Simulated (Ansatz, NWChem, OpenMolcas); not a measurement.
# A ladder of methods for CH6NPSi (SMILES C1NP[SiH2]1)

CH6NPSi: 10 atoms, total charge 0, spin state singlet. As SMILES, `C1NP[SiH2]1`. The shape is that of a PBE0-D4/def2-TZVP optimisation.

Quantity: the HOMO–LUMO gap, in eV. The values are calculated.

```json
{"level": "SVWN5/def2-SVP", "kind": "LDA", "program": "Ansatz", "value (eV)": "4.21"}
{"level": "BLYP/def2-SVP", "kind": "GGA", "program": "OpenMolcas", "value (eV)": "4.37"}
{"level": "TPSS/def2-SVP", "kind": "meta-GGA", "program": "OpenMolcas", "value (eV)": "4.65"}
{"level": "BHLYP/def2-SVP", "kind": "global hybrid", "program": "Ansatz", "value (eV)": "8.73"}
{"level": "M06-2X/def2-SVP", "kind": "hybrid meta-GGA", "program": "NWChem", "value (eV)": "8.53"}
{"level": "CAM-B3LYP/def2-SVP", "kind": "range-separated hybrid", "program": "Ansatz", "value (eV)": "8.99"}
{"level": "wB97M-V/def2-SVP", "kind": "range-separated hybrid", "program": "Ansatz", "value (eV)": "10.68"}
{"level": "B2PLYP/def2-SVP", "kind": "double hybrid", "program": "OpenMolcas", "value (eV)": "8.98"}
```

The values span 4.21 to 10.68 eV. Orbital gaps aren't excitation energies, and those of double hybrids come from the SCF part alone; they tend to grow with the share of exact exchange.

The gaps fall into two groups: the three semilocal functionals lie between 4.21 and 4.65 eV, while every functional with exact exchange gives at least 8.53 eV. A semilocal potential acts alike on occupied and empty orbitals, and its gap lacks the derivative discontinuity that belongs to the fundamental gap. Nonlocal exchange lowers the filled levels relative to the empty ones and so restores part of it. wB97M-V, whose exchange becomes fully exact at long range, accordingly gives the widest gap, 10.68 eV; CAM-B3LYP, which retains only part of it there, stays at 8.99 eV. The order isn't strictly one of exchange share, since M06-2X falls below BHLYP despite a slightly larger fraction.

In this saturated ring the HOMO is probably mainly a phosphorus lone pair, mixed with nitrogen lone-pair and ring σ character. The spread therefore reflects the treatment of exchange, not a change in bonding. With no diffuse functions in the basis, the LUMO energy is a poor guide to electron attachment, even where the functional has the correct long-range exchange.
